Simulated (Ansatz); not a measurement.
Strength of the Sn–H bond: CH6SSn → CH5SSn + H

Species: CH6SSn `C[S][SnH3]`, singlet; CH5SSn `C[S][SnH2]`, doublet; H atom, doublet. 

Shapes, held fixed at every level: PBE0-D4/def2-TZVP. Flexible molecules stand in one conformer, not always the lowest. Programs: Ansatz 0.2.0. The zero-point and thermal change to 298 K, harmonic and unscaled (PBE0-D4/def2-TZVP), is -15.6 kJ/mol.

```csv
level,kind,ΔH(298 K) (kJ/mol),less CCSD(T)/def2-TZVPP
HF/def2-SVP,Hartree–Fock,+230.1,-77.3
HF/def2-TZVPP,Hartree–Fock,+230.8,-76.6
B3LYP-D4/def2-TZVPP,global hybrid,+294.5,-12.9
wB97M-V/def2-TZVPP,range-separated hybrid,+304.4,-3.0
B2PLYP/def2-TZVPP,double hybrid,+297.1,-10.3
MP2/def2-SVP,perturbation theory,+284.0,-23.4
CCSD(T)/def2-TZVPP,coupled cluster or CI,+307.4,0.0
```

The highest level, CCSD(T)/def2-TZVPP, gives ΔH(298 K) = +307.4 kJ/mol; the levels span +230.1 to +307.4. The column of differences is taken from that level and isn't an error. Hartree–Fock misses the correlation of the pair that is broken and comes out low. No measured value is set beside it here. Open shells run unrestricted unless RO is named. For atoms past krypton def2 sets carry core potentials with scalar relativity. Correlated rows may include outer-core shells of Sn, which these sets cover unevenly.

Breaking the Sn–H bond costs +307.4 kJ/mol at the coupled-cluster level, well below a typical alkane C–H bond and in keeping with the role of tin hydrides as hydrogen-atom donors. The diffuse valence 5s and 5p orbitals of tin overlap poorly with the compact hydrogen 1s orbital, so little bonding energy is lost on homolysis. The radical left behind is probably pyramidal at tin, with its unpaired electron in an orbital of appreciable s character, and the sulfur lone pair may stabilise it slightly.

The two Hartree–Fock values nearly coincide, so the small basis explains little of their shortfall. That insensitivity doesn't carry over to MP2, because correlation energy converges much more slowly with basis size; its difference of -23.4 kJ/mol therefore mixes basis incompleteness with the limits of second-order theory. The range-separated hybrid lies closest to coupled cluster, but one reaction can't establish a general ranking. Nor does it show whether Sn–H is the weakest bond in the molecule, since S–C and Sn–S cleavage could compete.
